\section*{Statement}

Let $P$ project on the three real $t_{2g}$ orbitals $|X\rangle=d_{yz}$, $|Y\rangle=d_{zx}$, $|Z\rangle=d_{xy}$ of an ion in an octahedral site, with $x,y,z$ along the metal--ligand bonds. Angular momenta are in units of $\hbar$.

\textbf{(A)} For pure $d$ orbitals the projected orbital momentum is minus an angular momentum of length one:
\begin{equation}
P\mathbf l P=-\mathbf L,\qquad (L_\gamma)_{\alpha\beta}=-i\epsilon_{\gamma\alpha\beta},\qquad [L_x,L_y]=iL_z,\qquad \mathbf L^2=2 .
\label{eq:A}
\end{equation}
$\mathbf L$ is the operator often written $\mathbf l_{\rm eff}$. For covalent orbitals of the same symmetry $P\mathbf lP=-k\mathbf L$, which defines the orbital reduction factor $k$.

\textbf{(B)} With $\mathbf j=\mathbf L+\mathbf s$ (the effective momentum $j_{\rm eff}$), one $t_{2g}$ electron has $H_{\rm so}=-\zeta\,\mathbf L\cdot\mathbf s$ and
\begin{equation}
E_{3/2}=-\tfrac12\zeta\ \ (\text{quartet, }\Gamma_8^+),\qquad E_{1/2}=+\zeta\ \ (\text{doublet, }\Gamma_7^+),\qquad E_{1/2}-E_{3/2}=\tfrac32\zeta .
\label{eq:B}
\end{equation}

\textbf{(C)} With $H_Z=\mu_B\mathbf B\cdot\mathbf M$, $\mathbf M=-k\mathbf L+2\mathbf s$, and $\mathbf M=g_j\,\mathbf j$ inside each multiplet,
\begin{equation}
g_{3/2}=\frac{2-2k}{3},\qquad g_{1/2}=-\frac{2+4k}{3}.
\label{eq:C}
\end{equation}

\textbf{(D)} For low-spin $t_{2g}^5$, the configuration of Ru$^{3+}$ ($4d^5$), the order is inverted: the doublet is the ground state at $-\zeta$, the quartet lies at $+\zeta/2$, and Eq.~\eqref{eq:C} holds unchanged.

Results (B) to (D) are of first order in $\zeta$ and of zeroth order in $\zeta/\Delta$, where $\Delta=10Dq$ is the $t_{2g}$--$e_g$ separation. The next order changes the gap moderately and overrides $g_{3/2}$ when $k$ is near one.

\section*{Premises}

\emph{Spin-orbit operator.} For an electron in a static potential energy $V$, with $E$ counted from $mc^2$, the small component of the Dirac spinor is $\chi=c\,\boldsymbol\sigma\cdot\mathbf p\,\psi/(2mc^2+E-V)$. Inserting it in the equation for the large component $\psi$ gives
\begin{equation}
\left[V+\boldsymbol\sigma\cdot\mathbf p\,K\,\boldsymbol\sigma\cdot\mathbf p\right]\psi=E\psi,\qquad K=\frac{c^2}{2mc^2+E-V}.
\end{equation}
The identity $(\boldsymbol\sigma\cdot\mathbf a)(\boldsymbol\sigma\cdot\mathbf b)=\mathbf a\cdot\mathbf b+i\boldsymbol\sigma\cdot(\mathbf a\times\mathbf b)$ with $\mathbf p=-i\hbar\nabla$ and $\mathbf p\times\mathbf p=0$ isolates the spin-dependent part $\hbar\,\boldsymbol\sigma\cdot(\nabla K\times\mathbf p)$. For a central potential $\nabla K=K'\mathbf r/r$, $\mathbf r\times\mathbf p=\hbar\mathbf l$ and $\boldsymbol\sigma=2\mathbf s$. To order $c^{-2}$, $K'=V'/4m^2c^2$, and the renormalisation of $\psi$ is spin free at this order, so
\begin{equation}
H_{\rm so}=\xi(r)\,\mathbf l\cdot\mathbf s,\qquad \xi(r)=\frac{2\hbar^2K'}{r}\simeq\frac{\hbar^2}{2m^2c^2}\frac{1}{r}\frac{dV}{dr}.
\end{equation}
The radial average over the $d$ shell is $\zeta$, positive because $V$ rises outward from the nucleus. The two-electron spin-orbit terms are taken in a mean field, which screens $\xi$.

\emph{Further premises.} (i) The site has $O_h$ symmetry. (ii) $\zeta\ll\Delta$, so that the $e_g$ orbitals are projected out. (iii) $\mu_BB\ll\zeta$. (iv) The spin $g$ factor is set to 2, the gauge origin is at the metal nucleus, $\mu_B>0$, and the magnetic moment is $-\mu_B\mathbf M$. (v) For $d^5$, $\Delta$ exceeds the spin-pairing energy, so that the ground term is ${}^2T_{2g}(t_{2g}^5)$.

\section*{Proof of (A)}

The angular parts $yz$, $zx$, $xy$ and $U=(x^2-y^2)/2$ have equal norms on the sphere: the first three are related by permuting axes, and $U$ is $xy$ rotated by $45^\circ$ about $z$. With $l_z=-i(x\partial_y-y\partial_x)$,
\begin{equation}
l_z\,yz=-i\,zx,\qquad l_z\,zx=+i\,yz,\qquad l_z\,xy=-i(x^2-y^2)=-2iU .
\label{eq:lz}
\end{equation}
$U$ is an $e_g$ function and is removed by $P$. The surviving elements are $\langle X|l_z|Y\rangle=+i$ and $\langle Y|l_z|X\rangle=-i$, which are the negatives of $(L_z)_{XY}=-i$ and $(L_z)_{YX}=+i$. The cyclic permutation $x\to y\to z\to x$ maps $X\to Y\to Z\to X$ and $l_z\to l_x\to l_y$, and leaves $\epsilon_{\gamma\alpha\beta}$ invariant, so $Pl_\gamma P=-L_\gamma$ for all three components. The matrices $L_\gamma$ are those of $\mathbf l$ among $p_x,p_y,p_z$, since $l_zx=iy$ and $l_zy=-ix$; they therefore obey the angular momentum algebra with $\mathbf L^2=2$. The projected components themselves obey $[Pl_xP,Pl_yP]=-iPl_zP$. The reversed sign is no contradiction, because $Pl_xl_yP$ differs from $Pl_xP\,Pl_yP$ by terms that pass through $e_g$ states.

\emph{Covalent orbitals.} Let $\mathbf A$ be any Hermitian, time-odd, axial vector operator on the orbital coordinates. Between real functions a time-odd Hermitian operator has an imaginary antisymmetric matrix, with independent elements $XY$, $YZ$, $ZX$. The rotation $C_{2z}$ leaves $A_z$ and $Z$ unchanged and reverses $X$ and $Y$, so the $YZ$ and $ZX$ elements of $A_z$ vanish and $PA_zP\propto L_z$. The threefold rotation about $[111]$ makes the constant the same for $x,y,z$. Hence $P\mathbf AP=-a\mathbf L$ with one real number $a$. For $\mathbf A=\mathbf l$ the number is $k$. Any one-electron spin-orbit operator has the form $\mathbf A\cdot\mathbf s$, ligand contributions and higher relativistic orders linear in $\mathbf s$ included, so its projection is $-\zeta\,\mathbf L\cdot\mathbf s$ with an effective $\zeta$. The factor $k$ is not applied to $\zeta$ a second time. The same argument holds for the three components of a many-electron ${}^2T_{2g}$ term with configuration mixing; $k$ then absorbs that mixing and is not bounded by one.

\emph{Symmetry labels.} $\mathbf L$ does not generate the true rotations. Under $C_{4z}$, $x\to y$ and $y\to-x$, so $X\to-Y$, $Y\to X$, $Z\to-Z$, which is minus the transformation of a vector: $\hat C_{4z}=-\exp(-i\pi L_z/2)$ on $t_{2g}$. This expresses $T_2=A_2\otimes T_1$. Multiplication by $A_2$ turns the spin-$\frac12$ representation $\Gamma_6$ into $\Gamma_7$ and leaves $\Gamma_8$ as it is, which gives the labels in Eq.~\eqref{eq:B}.

\section*{Proof of (B)}

$\mathbf L$ and $\mathbf s$ commute and each obeys the standard algebra, so $\mathbf j=\mathbf L+\mathbf s$ is an angular momentum with $j=\frac32,\frac12$. From $\mathbf j^2=\mathbf L^2+\mathbf s^2+2\mathbf L\cdot\mathbf s$,
\begin{equation}
\mathbf L\cdot\mathbf s=\tfrac12\left[j(j+1)-2-\tfrac34\right]=
\begin{cases}+\frac12,&j=\frac32,\\ -1,&j=\frac12.\end{cases}
\end{equation}
Multiplying by $-\zeta$ gives Eq.~\eqref{eq:B}. The trace $4(-\zeta/2)+2\zeta$ vanishes, as it must.

The eigenvectors of $L_z$ with Condon--Shortley phases are $|{\pm1}\rangle=\mp(X\pm iY)/\sqrt2$ and $|0\rangle=Z$. Since $X+iY=iz(x-iy)$, the state $|{+1}\rangle$ has true $m_l=-1$. Clebsch--Gordan coupling, orbital first, gives
\begin{align}
|\tfrac12,+\tfrac12\rangle&=\sqrt{\tfrac23}|{+1}\downarrow\rangle-\sqrt{\tfrac13}|0\uparrow\rangle=-\tfrac{1}{\sqrt3}\left(X\!\downarrow+iY\!\downarrow+Z\!\uparrow\right),\nonumber\\
|\tfrac12,-\tfrac12\rangle&=\sqrt{\tfrac13}|0\downarrow\rangle-\sqrt{\tfrac23}|{-1}\uparrow\rangle=-\tfrac{1}{\sqrt3}\left(X\!\uparrow-iY\!\uparrow-Z\!\downarrow\right),\nonumber\\
|\tfrac32,+\tfrac32\rangle&=|{+1}\uparrow\rangle,\qquad
|\tfrac32,+\tfrac12\rangle=\sqrt{\tfrac23}|0\uparrow\rangle+\sqrt{\tfrac13}|{+1}\downarrow\rangle ,
\label{eq:states}
\end{align}
and the two remaining quartet states follow by applying $j_-$. In the doublet the three orbitals carry equal weight $\frac13$.

\section*{Proof of (C)}

$\mathbf L$ and $\mathbf s$ are vector operators with respect to $\mathbf j$. By the Wigner--Eckart theorem a vector operator $\mathbf V$ inside a multiplet equals $\mathbf j\,\langle\mathbf V\cdot\mathbf j\rangle/j(j+1)$. From $\mathbf s=\mathbf j-\mathbf L$ and $\mathbf L=\mathbf j-\mathbf s$,
\begin{equation}
\mathbf L\cdot\mathbf j=\tfrac12\left[j(j+1)+\tfrac54\right],\qquad \mathbf s\cdot\mathbf j=\tfrac12\left[j(j+1)-\tfrac54\right].
\end{equation}
For $j=\frac32$, $j(j+1)=\frac{15}4$, so $\mathbf L\to\frac23\mathbf j$ and $\mathbf s\to\frac13\mathbf j$. For $j=\frac12$, $j(j+1)=\frac34$, so $\mathbf L\to\frac43\mathbf j$ and $\mathbf s\to-\frac13\mathbf j$. Inserting these in $\mathbf M=-k\mathbf L+2\mathbf s$ gives Eq.~\eqref{eq:C}. With the free-electron value $g_e$ kept, $g_{3/2}=(g_e-2k)/3$ and $g_{1/2}=-(g_e+4k)/3$; setting $g_e=2$ changes each by $0.0008$.

In $|\frac12,+\frac12\rangle$ one reads off $\langle s_z\rangle=-\frac16$ and $\langle l_z\rangle=-\frac23k$. True orbital momentum and spin are parallel in the doublet and their moments add, to $g_{1/2}=-2$ at $k=1$. In the quartet they are antiparallel and cancel at $k=1$. The negative sign of $g_{1/2}$ does not depend on phase choices. With $\tilde M_\gamma$ the projections on the doublet,
\begin{equation}
[\tilde M_x,\tilde M_y]=g_{1/2}^2\,[j_x,j_y]=i\,g_{1/2}\tilde M_z ,
\end{equation}
a relation between physical operators. The moment precesses in the sense opposite to that of a free electron spin; level splittings and the static susceptibility depend only on $|g_{1/2}|$.

\section*{Proof of (D)}

Let $|F\rangle$ be the filled $t_{2g}^6$ shell and $\hat O=\sum_{pq}O_{pq}c_p^\dagger c_q$ a Hermitian one-electron operator. The anticommutation rules give
\begin{equation}
\langle F|c_a^\dagger\,\hat O\,c_b|F\rangle=\delta_{ab}\,{\rm Tr}\,O-O_{ba}.
\end{equation}
Label the five-electron states by the time reverse of the empty spin orbital, $|h_a\rangle=c_{\bar a}|F\rangle$ with $|\bar a\rangle=\Theta|a\rangle$. If $\Theta^{-1}O\Theta=\eta O$ with $\eta=\pm1$, antiunitarity gives $\langle\Theta b|O|\Theta a\rangle=\eta\langle b|O|a\rangle^*=\eta O_{ab}$, and
\begin{equation}
\langle h_a|\hat O|h_b\rangle=\delta_{ab}\,{\rm Tr}\,O-\eta\,O_{ab}.
\label{eq:hole}
\end{equation}
$\mathbf L$, $\mathbf s$ and $\mathbf L\cdot\mathbf s$ are traceless on the six spin orbitals. The time-odd operators $\mathbf L$, $\mathbf s$ and $\mathbf M$ keep their matrices, now those of the total $\mathbf L$ and $\mathbf S$ of the term. The time-even $-\zeta\mathbf L\cdot\mathbf s$ changes sign. Electron repulsion inside $t_{2g}^5$ is a spin-free cubic scalar and shifts all six states of ${}^2T_{2g}$ alike. Therefore
\begin{equation}
H(t_{2g}^5)=+\zeta\,\mathbf L\cdot\mathbf S+\mu_B\mathbf B\cdot(-k\mathbf L+2\mathbf S),
\end{equation}
with the doublet at $-\zeta$, the quartet at $+\zeta/2$, the states of Eq.~\eqref{eq:states} and the factors of Eq.~\eqref{eq:C}. Orbital filling agrees: four electrons at $-\zeta/2$ and one at $+\zeta$ sum to $-\zeta$.

\section*{Range of validity}

\emph{Admixture of $e_g$: energies.} Take one electron in pure $d$ orbitals, $e_g$ at $\Delta$ above $t_{2g}$. The largest eigenvalue of the true $\mathbf l\cdot\mathbf s$ for $l=2$ is $+1$. The doublet has expectation value $+1$, and a state that attains the upper bound of a Hermitian operator is an eigenstate. The doublet is thus exact and does not mix with $e_g$. For the quartet, $|\frac32,+\frac32\rangle$ is $|m_l=-1,\uparrow\rangle$ up to a phase, and $\frac12l_+s_-$ couples it to $|m_l=0,\downarrow\rangle=d_{z^2}\!\downarrow$ with element $\sqrt6/2$. No other state is reached from either, so the block is
\begin{equation}
\begin{pmatrix}-\zeta/2&\sqrt{3/2}\,\zeta\\ \sqrt{3/2}\,\zeta&\Delta\end{pmatrix},\qquad
E_{3/2}\simeq-\frac\zeta2-\frac{3\zeta^2}{2\Delta'},\qquad \Delta'=\Delta+\frac\zeta2 .
\label{eq:mix}
\end{equation}
At $\Delta=0$ its eigenvalues are $\zeta$ and $-3\zeta/2$, the free-ion levels. Cubic symmetry gives all four quartet states the same shift, with $e_g$ weight $w\simeq3\zeta^2/2\Delta'^2$. For independent electrons the $t_{2g}^5$ excitation moves one electron from the quartet to the doublet orbitals, so the gap grows to $3\zeta/2+3\zeta^2/2\Delta'$.

\emph{Admixture of $e_g$: moments.} For $m=+\frac32$, $M_z$ has no element between the two states of Eq.~\eqref{eq:mix} and equals $1-k$ and $-1$ on them, so $\langle M_z\rangle=1-k-(2-k)w$. For $m=+\frac12$ there is a first-order term. Direct differentiation gives $l_-(X+iY)=2iU+2Z$. With Eq.~\eqref{eq:lz} and $\mathbf l\cdot\mathbf s=l_zs_z+\frac12(l_+s_-+l_-s_+)$,
\begin{equation}
\langle U\!\uparrow|\mathbf l\cdot\mathbf s|\tfrac32,\tfrac12\rangle=\sqrt{\tfrac23}\,\tfrac12(-2i)-\tfrac1{\sqrt6}\,\tfrac12(2i)=-i\sqrt{\tfrac32},\qquad
\langle U\!\uparrow|M_z|\tfrac32,\tfrac12\rangle=-2ik'\sqrt{\tfrac23},
\end{equation}
where $k'$ is the reduction factor between $t_{2g}$ and $e_g$. The admixed amplitude is $c=+i\sqrt{3/2}\,\zeta/\Delta'$, and the cross term $2\,{\rm Re}\,[c^*\langle U\!\uparrow|M_z|\frac32,\frac12\rangle]$ yields
\begin{equation}
\langle M_z\rangle_{m=1/2}=\frac{1-k}{3}-\frac{4k'\zeta}{\Delta'} .
\label{eq:cross}
\end{equation}
The ratio $3:1$ of the $m=\frac32$ and $m=\frac12$ moments is lost, and no single $g$ describes the quartet. The formula for $g_{3/2}$ requires $1-k\gg12k'\zeta/\Delta'$. By Eq.~\eqref{eq:hole} the same holds for the hole quartet of independent electrons. In the real $d^5$ ion electron repulsion spreads the $t_{2g}^4e_g$ terms, so these expressions give sizes only, and the cancellation that protects $g_{1/2}$ is incomplete: corrections of order $\zeta/\Delta$ remain in it.

\emph{Trigonal field.} An axial field along $\mathbf n=(1,1,1)/\sqrt3$ has equal off-diagonal elements among $X,Y,Z$. Since $(L_n^2)_{\alpha\beta}=\delta_{\alpha\beta}-\frac13$, it can be written for the hole as
\begin{equation}
H=\zeta\,\mathbf L\cdot\mathbf S+\delta\left(L_n^2-\tfrac23\right),
\end{equation}
where $\delta>0$ favours a hole in $a_{1g}=(X+Y+Z)/\sqrt3$, the state with $L_n=0$. Quantise along $\mathbf n$. The states $m=\pm\frac32$ lie at $\zeta/2+\delta/3$. In the basis $|{+1}\downarrow\rangle,|0\uparrow\rangle$ the $m=+\frac12$ block has diagonal elements $-\zeta/2+\delta/3$ and $-2\delta/3$ and off-diagonal element $\zeta/\sqrt2$, so
\begin{equation}
E_\pm=-\frac\zeta4-\frac\delta6\pm\frac14\sqrt{(\zeta-2\delta)^2+8\zeta^2},\qquad \tan2\theta=\frac{2\sqrt2\,\zeta}{\zeta-2\delta},\quad 0<2\theta<\pi,
\label{eq:trigE}
\end{equation}
and the ground doublet is $|\tilde+\rangle=\cos\theta|{+1}\downarrow\rangle-\sin\theta|0\uparrow\rangle$, $|\tilde-\rangle=\sin\theta|0\downarrow\rangle-\cos\theta|{-1}\uparrow\rangle$. Using $\langle\tilde+|L_+|\tilde-\rangle=\sqrt2\sin2\theta$ and $\langle\tilde+|S_+|\tilde-\rangle=-\sin^2\theta$,
\begin{align}
g_\parallel&=2\langle\tilde+|M_n|\tilde+\rangle=-2\left[(1+k)\cos^2\theta-\sin^2\theta\right],\nonumber\\
g_\perp&=\langle\tilde+|M_+|\tilde-\rangle=-\sqrt2\,k\sin2\theta-2\sin^2\theta .
\label{eq:trigg}
\end{align}
At $\delta=0$, $\sin^2\theta=\frac13$ and both reduce to $g_{1/2}$. To first order in $\delta/\zeta$, $\theta$ grows by $(2\sqrt2/9)\,\delta/\zeta$, and
\begin{equation}
|g_\parallel|=|g_{1/2}|-\frac{16(2+k)}{27}\frac\delta\zeta,\qquad |g_\perp|=|g_{1/2}|+\frac{8(2+k)}{27}\frac\delta\zeta ,
\end{equation}
while the doublet energy is unshifted and the quartet splits by $2\delta/3$. The $g$ tensor is thus sensitive to the ratio $\delta/\zeta$ in first order. The trigonal field also connects $t_{2g}$ with $e_g$; that element enters $g$ divided by $\Delta$ and is neglected here.

\emph{Field, temperature and neighbours.} Write $\mathbf M=-k\mathbf j+(2+k)\mathbf S$. Only $\mathbf S$ connects the multiplets, and Eq.~\eqref{eq:states} gives $|\langle\frac32,m|S_z|\frac12,m\rangle|^2=\frac29$ for $m=\pm\frac12$. Both doublet states are lowered by
\begin{equation}
\frac{\frac29(2+k)^2(\mu_BB)^2}{3\zeta/2}=\frac{4(2+k)^2}{27}\frac{(\mu_BB)^2}{\zeta},
\label{eq:vv}
\end{equation}
the van Vleck term. A pseudospin-$\frac12$ description needs further $k_BT\ll3\zeta/2$, localised electrons, and intersite exchange small against $3\zeta/2$.

\section*{Illustration: Ru$^{3+}$ in $\alpha$-RuCl$_3$}

The crystal consists of honeycomb layers of edge-sharing RuCl$_6$ octahedra, with the layer normal along a local $[111]$ direction and an approximately trigonal distortion. The inputs are approximate typical values: $\zeta=150$ meV, $\Delta=2.2$ eV, $k=k'=0.9$, and an assumed $\delta=+30$ meV.

\emph{Cubic limit.} The doublet lies at $-150$ meV and the quartet at $+75$ meV. The gap is $225$ meV, or $1.8\times10^3$ cm$^{-1}$, or $2.6\times10^3$ K. At 300 K the quartet-to-doublet population ratio $2\exp(-3\zeta/2k_BT)$ is $3\times10^{-4}$. Equation~\eqref{eq:C} gives $g_{1/2}=-1.9$ and $g_{3/2}=0.07$, and the doublet has the effective moment $|g_{1/2}|\sqrt{j(j+1)}\,\mu_B=1.6\,\mu_B$. At 10 T, $\mu_BB=0.58$ meV, the Zeeman splitting is $1.1$ meV and the shift of Eq.~\eqref{eq:vv} is $0.003$ meV.

\emph{Admixture of $e_g$.} With $\Delta'=2275$ meV the gap grows by $15$ meV, or $7\,\%$, to about $0.24$ eV, and $w=0.0065$. The $m=\frac32$ moment $\langle M_z\rangle$ goes from $0.10$ to $0.09$. For $m=\frac12$ the projected value $0.03$ is outweighed by the cross term $-0.24$ of Eq.~\eqref{eq:cross}, and the sum is about $-0.2$. The value $g_{3/2}=0.07$ therefore has no quantitative meaning for this ion. The ratio $\zeta/\Delta=0.07$ limits the doublet $g$ to one decimal.

\emph{Trigonal field.} For $\delta/\zeta=0.2$, Eq.~\eqref{eq:trigE} gives $\tan2\theta=4.7$, $\sin2\theta=0.98$ and $\sin^2\theta=0.40$. Equation~\eqref{eq:trigg} gives $g_\parallel=-1.5$ along the layer normal and $g_\perp=-2.0$ in the layer. The two excitation energies, $E_+-E_-$ and $\zeta/2+\delta/3-E_-$, differ from $225$ meV by $-8$ and $+11$ meV. The quartet is split by $19$ meV, against $20$ meV from the first-order formula. The neglected trigonal $t_{2g}$--$e_g$ coupling, if its size is that of $\delta$, has the small parameter $\delta/\Delta=0.014$. With these inputs the ground state is a well isolated Kramers doublet whose $a_{1g}$ weight is $0.40$ instead of $\frac13$, and whose $g$ tensor is visibly anisotropic.